**Note 1. Premises.** Strains are small and tension is positive. Each phase $i$ is homogeneous, isotropic and linearly elastic,

$$\sigma=K_i\theta\,I+2G_i\,e,\qquad \theta=\operatorname{tr}\varepsilon,\qquad e=\varepsilon-\tfrac13\theta I,$$

with $K_i,G_i>0$, volume fraction $f_i$ and energy density $w=\tfrac12K_i\theta^2+G_i\,e{:}e$. Interfaces are perfectly bonded, so displacement $u$ and traction $\sigma n$ are continuous, and $\nabla\!\cdot\sigma=0$. Brackets denote volume averages. The divergence theorem gives

$$\langle\varepsilon\rangle=\frac1V\oint \operatorname{sym}(u\otimes n)\,dS,\qquad \langle\sigma\rangle=\frac1V\oint(\sigma n)\otimes x\,dS. \tag{1}$$

The interface terms cancel because of the bonding, so both averages depend on boundary data alone. The effective tensor is defined by $\langle\sigma\rangle=C^*E$ with $E=\langle\varepsilon\rangle$, where $u-Ex$ vanishes on the boundary or is periodic. The true field is the unique minimiser, up to a translation, of $\langle w\rangle$ among such displacements, and the minimum is $W=\tfrac12E{:}C^*E$.

**Note 2. Why the radial field has only two terms.** Inserting the constitutive law into equilibrium gives $(K+\tfrac13G)\nabla\theta+G\nabla^2u=0$ inside one phase. With $\nabla^2u=\nabla\theta-\nabla\times\nabla\times u$ this becomes $(K+\tfrac43G)\nabla\theta=G\,\nabla\times\nabla\times u$. A field $u(r)\hat r$ is a gradient and has no curl, so $\theta=r^{-2}(r^2u)'$ is constant. Calling it $3A$ and integrating once,

$$u=Ar+\frac{B}{r^2},\qquad \sigma_{rr}=3KA-\frac{4GB}{r^3},\qquad \sigma_{\vartheta\vartheta}=\sigma_{\varphi\varphi}=3KA+\frac{2GB}{r^3}. \tag{2}$$

The stresses follow from $\varepsilon_{rr}=u'=A-2B/r^3$ and $\varepsilon_{\vartheta\vartheta}=u/r=A+B/r^3$. The $A$ term is a pure dilatation and feels only $K$. The $B$ term is a pure shear and feels only $G$. The local pressure $-3KA$ is uniform within each layer.

**Note 3. The coated sphere, solved without elimination.** A core of phase 2 fills $r<a$ and a coating of phase 1 fills $a<r<b$, so $f_2=a^3/b^3$ and $f_1=1-f_2$. A finite displacement at the centre requires $B_2=0$. Let $A_s=u(b)/b$, and define the apparent modulus $K_s$ by $\sigma_{rr}(b)=3K_sA_s$. Consider

$$s(r)=\sigma_{rr}+4G_1\,\frac{u}{r},$$

with the coating's shear modulus used at every radius. It is continuous at $r=a$, since both terms are. In the coating the $B_1$ terms of (2) cancel and $s=(3K_1+4G_1)A_1$, independent of $r$. In the core $s=(3K_2+4G_1)A_2$. At $r=b$ it equals $(3K_s+4G_1)A_s$. With $N_i=K_i+\tfrac43G_1$,

$$N_1A_1=N_2A_2=N_sA_s=s/3. \tag{3}$$

Continuity of $u$ at $r=a$ reads $B_1/a^3=A_2-A_1$. Hence

$$A_s=A_1+\frac{B_1}{b^3}=A_1+f_2(A_2-A_1)=f_1A_1+f_2A_2 .$$

Writing each $A$ as $s/3N$ and cancelling $s/3$,

$$\frac{1}{K_s+\tfrac43G_1}=\frac{f_1}{K_1+\tfrac43G_1}+\frac{f_2}{K_2+\tfrac43G_1}. \tag{4}$$

$G_2$ is absent because the core is never sheared. $N_1$ is the longitudinal modulus of the coating, but $N_2$ is not that of the core unless $G_2=G_1$. Only the ratio $a/b$ enters.

**Note 4. Neutrality is necessary and sufficient.** Embed the sphere in a medium $(K_0,G_0)$ with $u=A_0r+B_0/r^2$, and put $\beta=B_0/b^3$. Matching at $r=b$ gives $A_s=A_0+\beta$ and $3K_s(A_0+\beta)=3K_0A_0-4G_0\beta$, so

$$\beta=\frac{3(K_0-K_s)}{3K_s+4G_0}\,A_0 . \tag{5}$$

The disturbance vanishes if and only if $K_0=K_s$, whatever $G_0$ is. No knowledge of an effective shear modulus is needed, which separates this construction from self-consistent estimates.

**Note 5. From one sphere to the assemblage.** Take a homogeneous body with $K_0=K_s$ in the state $u=A_0x$, $\sigma=3K_sA_0I$. About any centre $x_c$ the field is $A_0x_c+A_0(x-x_c)$, a rigid translation plus the radial field of Note 4. Any ball inside the body can therefore be replaced by a coated sphere with the same $a/b$ and the outside field stays as it was. Because nothing outside changes, a second, non-overlapping ball can be replaced, and so on. The spheres do not interact, even when they touch. The boundary displacement and traction never change, so by (1) $\langle\varepsilon\rangle=A_0I$ and $\langle\sigma\rangle=3K_sA_0I$ at every stage. Disjoint balls of ever smaller radius cover any region up to zero volume. In that limit only phases 1 and 2 remain, in fractions $f_1,f_2$, and $K^*=K_s$. The field satisfies affine-displacement and uniform-traction conditions at once, and the packing need not be isotropic.

**Note 6. The limit is harmless.** Stop when an uncovered fraction $\phi$ remains and fill it with phase 1. Let $W=\tfrac92K_\phi A_0^2$. The neutral displacement field is an admissible trial, and its energy changes only in the gaps, where $\theta=3A_0$. This gives $K_\phi\le K_s+\phi(K_1-K_s)$. For the other side use the pointwise inequality $w\ge\tau{:}\varepsilon-\tfrac12\tau{:}C^{-1}\tau$, and $\langle\tau{:}\varepsilon\rangle=\langle\tau\rangle{:}E$ for divergence-free $\tau$, which follows by parts. Take $\tau$ as $t$ times the neutral stress. Then $W\ge9A_0^2\,(tK_s-\tfrac12t^2K_s^2Q)$ with $Q=(1-\phi)/K_s+\phi/K_1$. The maximum lies at $t=1/(K_sQ)$, so

$$\Big[\frac{1-\phi}{K_s}+\frac{\phi}{K_1}\Big]^{-1}\le K_\phi\le(1-\phi)K_s+\phi K_1 . \tag{6}$$

Both sides tend to $K_s$ linearly in $\phi$.

**Note 7. Hill's theorem for uniform shear modulus.** Let $G$ be the same everywhere and let $K(x)$ vary periodically, with any number of phases in any arrangement. Put $\lambda=K-\tfrac23G$ and $M=\lambda+2G=K+\tfrac43G$, so $\sigma=\lambda\theta I+2G\varepsilon$. Try

$$u=Ex+\nabla\psi,\qquad \varepsilon=E+\nabla\nabla\psi,\qquad\theta=\operatorname{tr}E+\nabla^2\psi,$$

with $\psi$ periodic. Then $\nabla\!\cdot\varepsilon=\nabla\nabla^2\psi=\nabla\theta$ and, since $G$ passes through the derivative, $\nabla\!\cdot\sigma=\nabla(M\theta)$. This is the one step that needs uniform $G$. Equilibrium demands $M\theta=c$, a constant, which is a Poisson equation,

$$\nabla^2\psi=\frac{c}{M(x)}-\operatorname{tr}E .$$

A periodic solution exists exactly when the source has zero mean, which fixes $c=\operatorname{tr}E/\langle1/M\rangle$.

The interfaces need a word. The source is bounded, so $\nabla\psi$ and $u$ are continuous. Tangential derivatives of $\nabla\psi$ then have no jump, and symmetry of $\nabla\nabla\psi$ leaves only $[\varepsilon]=[\theta]\,n\otimes n$. The traction jump is $([\lambda\theta]+2G[\theta])\,n=[M\theta]\,n=0$. The trial field meets every condition and by uniqueness is the solution.

Averaging, $\lambda\theta=c-2G\theta$ and $\langle\nabla\nabla\psi\rangle=0$ give

$$\langle\sigma\rangle=\big(\langle1/M\rangle^{-1}-2G\big)\operatorname{tr}E\;I+2GE .$$

This is an isotropic law for every $E$, with

$$G^*=G,\qquad K^*=H(G)\equiv\Big\langle\frac{1}{K+\tfrac43G}\Big\rangle^{-1}-\tfrac43G. \tag{7}$$

For traceless $E$ one has $c=0$ and $\psi$ constant. The strain is uniform, no volume changes, and the contrast in $K$ is never probed. The geometry fixes $\psi$, and so the local shear, but drops out of the averages. Even a laminate is elastically isotropic. Strained along its normal it carries a uniform stress $M\theta$, so $C^*_{33}=\langle1/M\rangle^{-1}$, and its lateral stress gives $C^*_{13}=\langle\lambda/M\rangle C^*_{33}=C^*_{33}-2G$, as (7) requires. On a finite body with $u=Ex$ imposed on the surface the construction fails in general, because $\nabla\psi=0$ on the boundary overdetermines a Poisson problem. The theorem (Hill, 1963) concerns periodic media, and random media as the limit of large cells, each of which obeys (7) with its own volume fractions.

**Note 8. The bulk bounds follow from Hill's theorem.** The energy density $w$ does not decrease when $G$ is raised at fixed $K$ and strain. Replace every $G_i$ by $G_{\max}$. The minimiser of the stiffened problem is a trial field for the true one and has no more energy there, so $W\le W_{\max}$. The same argument with $G_{\min}$ runs the other way. Both comparison media fall under (7), so for a macroscopically isotropic composite

$$H(G_{\min})\le K^*\le H(G_{\max}),\qquad G_{\min}\le G^*\le G_{\max}. \tag{8}$$

For an anisotropic composite the ordering holds between quadratic forms and reverses for the inverses, so both $I{:}C^*I/9$ and $1/(I{:}C^{*-1}I)$ lie in the same bulk window.

For two phases the right side of (4) gives $K_s=H(G_1)$. The assemblage coated with the phase of larger shear modulus attains the upper bound, and the reversed assemblage at the same composition attains the lower one. The bounds cannot be improved from volume fractions alone. What selects the bound is the order of the shear moduli, not of the bulk moduli. Solving (4) for $K_s$ gives

$$K_s=K_1+\frac{f_2}{1/(K_2-K_1)+3f_1/(3K_1+4G_1)},$$

the form of Hashin and Shtrikman (1963), who stated it for $(K_1-K_2)(G_1-G_2)\ge0$. The route above needs no such ordering. The assemblage is due to Hashin (1962). With three or more phases (8) still holds, but the two-layer sphere no longer proves that it is attained.

**Note 9. A form that shows the sizes.** For two numbers $M_1,M_2$, expanding with $f_1+f_2=1$ gives $(f_1M_1+f_2M_2)(f_1M_2+f_2M_1)-f_1f_2(M_1-M_2)^2=M_1M_2$. Dividing by $f_1M_2+f_2M_1$ and setting $M_i=K_i+\tfrac43G$,

$$H(G)=\langle K\rangle-\frac{f_1f_2(K_1-K_2)^2}{\tilde K+\tfrac43G},\qquad \tilde K=f_1K_2+f_2K_1. \tag{9}$$

$H$ rises monotonically from the Reuss value $\langle1/K\rangle^{-1}$ at $G=0$ to the Voigt value $\langle K\rangle$ as $G\to\infty$. The width of the window is

$$H(G_{\max})-H(G_{\min})=\frac{\tfrac43(G_{\max}-G_{\min})\,f_1f_2(K_1-K_2)^2}{(\tilde K+\tfrac43G_{\max})(\tilde K+\tfrac43G_{\min})},$$

first order in the shear mismatch and second order in the bulk mismatch. An empty core ($K_2=0$) is allowed in Notes 3 to 5, and (4) gives $K_s=4G_1K_1f_1/(4G_1+3K_1f_2)$, the upper bound for a solid of porosity $f_2$.

**Note 10. The hidden shear.** Under an applied pressure $p$, $A_s=-p/3K_s$, and (3) gives the phase pressures $p_i=-3K_iA_i=p\,K_iN_s/(K_sN_i)$. Traction continuity at $r=a$ reads $4G_1B_1/a^3=p_2-p_1$. The von Mises stress in the coating is $|\sigma_{rr}-\sigma_{\vartheta\vartheta}|=6G_1|B_1|/r^3$, and it peaks at the inner interface,

$$\sigma_{\rm vM}(a)=\tfrac32\,|p_1-p_2| . \tag{10}$$

A hydrostatic load on the whole shears the coating, and this sets the practical pressure limit.

**Note 11. Range of validity.**

- Equation (4) is exact for the assemblage under hydrostatic load. It says nothing on its shear modulus, because under shear the coated sphere is not neutral in general.
- Equation (7) needs exactly equal $G$ and isotropic phases. For unequal $G$ only the window (8) survives.
- A polycrystalline phase counts as isotropic if it is untextured and its grains are small against the coating. Otherwise Note 8 is applied to the grains. A cubic grain has $w$ between the isotropic forms with the same $K$ and with $G$ equal to the smaller or larger of $C'=(C_{11}-C_{12})/2$ and $C_{44}$.
- Debonding, pores and reaction layers break the premises or add phases. Interface stresses are neglected, so radii must be large on the atomic scale, and (6) covers the cut-off that this imposes.
- The stress (10) must stay below yield, and $K'p/K\ll1$ with $K'=dK/dp$. All moduli must be of one kind, isothermal for slow loading.

**Note 12. Gold and magnesium.** For fcc Au the compiled room-temperature constants (Blaschke) are $C_{11}=192.44$, $C_{12}=162.98$, $C_{44}=42$ GPa. A uniform dilatation gives the same pressure in cubic grains of any orientation, so $K=(C_{11}+2C_{12})/3=172.8$ GPa holds for the polycrystal too. With $C'=14.73$ GPa, the uniform-strain (Voigt) average is $(2C'+3C_{44})/5=31.09$ GPa and the uniform-stress (Reuss) average is $5/(2/C'+3/C_{44})=24.13$ GPa. Their mean, 27.6 GPa, serves as $G_{\rm Au}$. For Mg, treated as isotropic, the typical values $K=35$ GPa and $G=17$ GPa are assumed. The bulk ratio is 4.9 and the shear ratio 1.6, so Hill's premise is only roughly met. Equation (9) gives the model's moduli in GPa; the decimal serves to show differences and exceeds the accuracy of the Mg inputs.

| $f_{\rm Au}$ | Reuss | Mg coating, $H(17)$ | Au coating, $H(27.6)$ | Voigt |
|---|---|---|---|---|
| 0.2 | 41.6 | 44.5 | 45.9 | 62.6 |
| 0.5 | 58.2 | 66.4 | 70.2 | 103.9 |
| 0.8 | 96.7 | 109.6 | 114.7 | 145.2 |

At equal volumes the window is 3.8 GPa wide against a Voigt–Reuss gap of 45.7 GPa. Hill's formula with the mean shear modulus 22.3 GPa gives 68.4 GPa, and the geometry can move $K^*$ by about 2 GPa either way. The Voigt–Reuss mean, 81.1 GPa, lies outside the window and belongs to no bonded arrangement. For shear the argument yields only $17\le G^*\le27.6$ GPa.

Several uncertainties rival the width. Moving $G_{\rm Au}$ from 24.13 to 31.09 GPa moves the upper bound from 69.0 to 71.2 GPa. If the Au grains are as large as the coating, the comparison moduli are 14.73 and 42 GPa and the window opens to 65.5–74.2 GPa. From (4), $\partial K_s/\partial K_i=f_i(N_s/N_i)^2$. For the Au coating $N_{\rm Au}=209.6$, $N_{\rm Mg}=71.8$ and $N_s=107.0$ GPa, so the slopes are 0.13 for Au and 1.1 for Mg: the soft phase controls the result. If the Au constants are adiabatic, $K_S/K_T-1=3\alpha\gamma T=0.037$ with the compiled expansion $\alpha=14.2\times10^{-6}$ K$^{-1}$ at 293 K (Kaye and Laby) and a typical Grüneisen parameter $\gamma=3$. That lowers $K_{\rm Au}$ by 6.2 GPa and $K_s$ by 0.8 GPa. If 5% of the volume is left uncovered and filled with Au, (6) gives at least 72.3 GPa, while the bound at the new fraction $f_{\rm Au}=0.525$ is 72.8 GPa.

For the Au coating the phase pressures are $1.26p$ in Au and $0.74p$ in Mg, and (10) gives $0.77p$. For the Mg coating it gives $0.56p$. Yield stresses of pure metals are typically tens to a few hundred MPa, so yield begins at pressures of that order. At 0.1 GPa the nonlinearity of Mg, with a typical $K'=4$, is only 0.011. Once the whole coating flows without hardening, the stress increment is hydrostatic and uniform, and the tangent modulus falls to the Reuss value, 12 GPa below the elastic one for the Au coating.

Gold on aluminium, the pair of a wire bond on a chip pad, meets Hill's premise more closely. With typical Al values $K=76$ GPa and $G=26$ GPa the window at equal volumes is 109.7–109.9 GPa, or 109.4–110.3 GPa when the full range of $G_{\rm Au}$ is allowed, and $G^*$ lies between 26 and 27.6 GPa. Gold forms intermetallic compounds with both Mg and Al, so all these numbers describe the model of two unreacted, bonded metals and not an annealed alloy.